Q: Suppose a crystal of white tin keeps its volume but is made shorter and wider, or longer and thinner. What energies and stresses are we talking about?

A: A change of shape by a few percent costs a few meV per atom, and ten percent costs a few tens. Towards twenty percent the cost reaches about a tenth of an eV. Three eV per atom times the square of the relative change gives the size to within a factor of two. The stresses are of the order of GPa, far above those at which a real piece of tin yields, because here a perfect crystal deforms evenly and no dislocation can move.

Ansatz 0.2.0 calculated tin (I4_1/amd, a = 5.929 Å, c = 3.233 Å) with scalar-relativistic PBE and plane-wave PAW, no spin polarisation, a 420 eV cutoff, a 24×24×24 k mesh and 0.15 eV Gaussian smearing. The cell is deformed along c at a fixed 28.41 Å³ per atom, with fractional coordinates fixed. Energies are free energies, and pressure is positive in compression.

```tsv
axial ratio (over its starting value)	energy change (meV/atom)	pressure (GPa)
0.85	102.0	1.98
0.92	20.8	0.39
0.96	3.4	0.06
1	0.0	0.01
1.05	9.0	0.27
1.1	28.6	0.76
1.2	85.9	2.24
```

Q: How do I read the columns?

A: The axial ratio compares length along the crystal's c axis with width across it, and is 1 for the starting cell. The energy change counts from that cell. The pressure is the average over the three directions, positive when the crystal pushes outwards. Below 1 the crystal is squeezed along c, and above 1 it is stretched.

Q: Then the table seems to contradict itself. At the ends, squeezing to 0.85 costs more than stretching to 1.2, although the stretch is the longer step. Close to the start it is the other way round: 9.0 meV at 1.05, but only 3.4 meV at 0.96.

A: The two observations have different causes. The ends show that the valley has one steep wall and one gentle wall. The rows near the start are misleading because row 1 doesn't lie exactly at the bottom. The stresses from the same calculation tell us how far off it is.

Q: How can a stress locate the bottom of an energy curve?

A: Use u, the natural logarithm of the axial ratio, as the measure of shape. At fixed volume the length along c grows as exp(2u/3), while both widths shrink as exp(−u/3). Adding up the work done in the three directions gives the slope of the energy per atom, dE/du = (2V/3)(P_across − P_along). Here V is the volume per atom, and the two stresses are positive in compression. The bottom is where they are equal.

Q: Can you put in the numbers for row 1?

A: The stress is 0.125 GPa across the axis and −0.212 GPa along it, so the difference is 0.337 GPa. The cell is still pulled slightly along c and pressed slightly from the sides. In other words, it would like to be a little shorter.

With V = 28.41 Å³, the slope is (2/3) × 28.41 Å³ × 0.337 GPa, or about 40 meV per unit of u. Between the rows 0.96 and 1.05, u grows by ln(1.05/0.96), which is 0.09. The tilt alone therefore makes the stretched row dearer by 3.6 meV.

Q: That is a good part of the gap, but not all of it.

A: The rest comes from unequal steps, since 1.05 is farther from 1 on the logarithmic scale than 0.96 is. A straight line through the stress differences of rows 0.96 and 1 reaches zero at u = −0.0062. The energy then rises as 40/(2 × 0.0062), or about 3200 meV, times u². The squares of the two steps differ by 0.0007, which adds 2.3 meV.

Together the two parts make 5.9 meV, against 5.6 meV in the table. The estimate leaves out the lopsidedness of the valley, which favours the stretched row and should lower the figure, so the match is rough rather than exact. The estimate used stresses only, so the energies it explains were not part of it. Agreement between stresses and energies shows that the calculation is consistent with itself. It also shows that no sudden change in the electrons is needed to explain the irregular pair.

Q: Why doesn't a relaxed cell sit exactly at the bottom?

A: In a cubic crystal stretched along an edge, symmetry makes the slope vanish at the cubic shape. White tin is tetragonal, and its ratio of length to width is free, so only a balance of forces sets it. A relaxation stops when the remaining stress is small, not when it is zero, and one made with other settings can leave a larger remainder; which of the two happened here is not shown. Here the bottom lies near an axial ratio of 0.994, only about 0.1 meV per atom below row 1.

Q: And the steep wall? What makes squeezing harder than stretching?

A: Look at the neighbours of one atom. Two sit straight above and below it along c, at 3.23 Å. Four more sit at 3.07 Å on slanted lines that run almost across the axis. When the shape changes, the axial contacts take up two thirds of u, while the slanted ones change by only about a quarter of u, in the opposite direction.

Squeezing to 0.85 therefore shortens the axial contacts by 10 percent. Stretching to 1.2 shortens the slanted contacts by only 4.5 percent. Atoms pushed together repel ever more strongly, because their electron clouds are forced to overlap. The side that shortens its contacts faster should be the steep one. The stretched side has a second reason to be gentle: at an axial ratio near 2.6 this cell becomes the cubic diamond structure, where symmetry makes the slope vanish, so that wall has to flatten sooner or later. How much of this is felt at 1.2 was not tested.

Q: Is that the same as in a simple molecule?

A: A single contact resembles the nitrogen molecule, N₂, whose energy rises faster when the atoms are pushed together than when they are pulled apart. The likeness ends there, because the molecule has only one length to change. In tin at fixed volume, one set of contacts shortens whenever the other lengthens, so there is some compression on both sides. Nor is a metal a collection of separate bonds.

Q: I have an objection. The shortest contact is 2.90 Å at the squeezed end and 2.94 Å at the stretched end. That is nearly the same, and there are four of the second kind but only two of the first. Shouldn't stretching be the harder direction?

A: What counts is how far each contact has been moved, as well as where it ends up. The lopsided part of a contact's energy, the part that tells pushing from pulling, grows with the cube of its change in length. Two axial contacts contribute 2 × (2/3)³, about 0.6, while four slanted ones contribute 4 × (1/4)³, about 0.06. If the contacts are otherwise alike, this count favours the axial pair by roughly ten to one. The count is crude: the lengths don't change strictly in step with u, and that adds lopsided terms that can be of similar size. Read it as saying which contacts matter most, not by how much.

Q: That is an argument from geometry. Does the calculation show it?

A: The stresses show the same pattern. Squeezing to 0.85 raises the compression along c to 10.5 GPa. On the stretched side the tension along c levels off near 2 GPa, while the compression across the axis climbs to 4.4 GPa. Part of that levelling is the rising mean pressure, which adds to all three directions alike. The difference of the two stresses, which sets the slope, is 12.7 GPa at 0.85 and 6.6 GPa at 1.2, so the squeezed wall is about twice as steep there.

The work can be divided in the same way, by adding up stress times change of length from row to row. At 0.85 the stress along c accounts for 78 percent of the work, and at 1.2 for 44 percent. These are shares of the work done on the cell's faces, not energies of particular bonds. At fixed volume the share along c would be exactly two thirds if the mean pressure stayed zero; a positive pressure raises it on squeezing and lowers it on stretching. The shares therefore restate the rise in pressure and are no separate evidence for stiff axial contacts.

Q: How uneven are the two walls once the small shift of the bottom is removed?

A: Divide the energy above the true bottom by the square of the logarithmic distance from it, and call the result the stiffness. It is 1.7 times as large at 0.85 as at 1.2. The rows 0.96 and 1.05, which looked so different, come out roughly equal. So close to the bottom the stiffness depends strongly on where exactly the bottom is placed, and no finer comparison should be read from them. The difference between the walls shows clearly only farther out.

Q: Could repulsion between these six neighbours give the whole curve?

A: A simple version can be tested. Let each contact repel with an energy that falls off exponentially with distance, and let the attraction depend on volume alone, so that it drops out along this path. One strength and one range were fitted to all seven energies by least squares. The typical error is 3 meV per atom, against 6 meV for a parabola that also has two constants, and the squeezed end correctly comes out dearer. A parabola in u has no lopsided term, so beating it shows only that one is needed; other lopsided curves with two constants can be expected to do as well.

The model still fails near the bottom, where it gives 6.4 meV for both 0.96 and 1.05. The harder test is the pressure, which played no part in the fit. The model gives about a third of the computed rise in pressure at 0.85, and about a sixth at 1.2. A decent fit to the energies has not made it a good description of tin.

Q: What does the pressure measure that the energy doesn't?

A: It tells how the energy would respond to a change of volume at fixed shape. The pressure rises on both sides of row 1, to about 2 GPa at either end. So a given distortion costs more in a denser crystal, and a distorted crystal would swell if it were allowed to. The simple model has this effect at both ends of the scan, but far too little of it.

Q: What is it lacking?

A: Most likely, bonding that depends on density and direction. The outer electrons of a metal are shared among many atoms, and their energy depends on the whole arrangement, not on a sum over pairs. That is well-established physics, but its share in the pressure was not separated here, so this remains a plausible reading.

Q: Does the pressure also matter for how far I can trust the energies?

A: Yes. The functional used here is known to make white tin too roomy, by around five percent in volume. Since distortion costs more in a denser crystal, this error by itself should make the computed energies somewhat too low. It should not change which wall is steeper, because the pressure rises by a similar amount at both ends.

Q: If I had a related crystal in front of me, how would I guess its steep side?

A: List the nearest contacts and work out how much each one changes for a small step in shape at fixed volume. Cube those changes, keep their signs, and add them up over the contacts. The direction in which the dominant contacts get shorter is the likely steep side, provided the contacts are similar in length and kind. This is a rule of thumb that keeps only one of the lopsided terms, compared here with one crystal only. Then ask whether symmetry fixes the bottom; if it doesn't, check the stress of the starting cell before reading anything into small differences close to it.
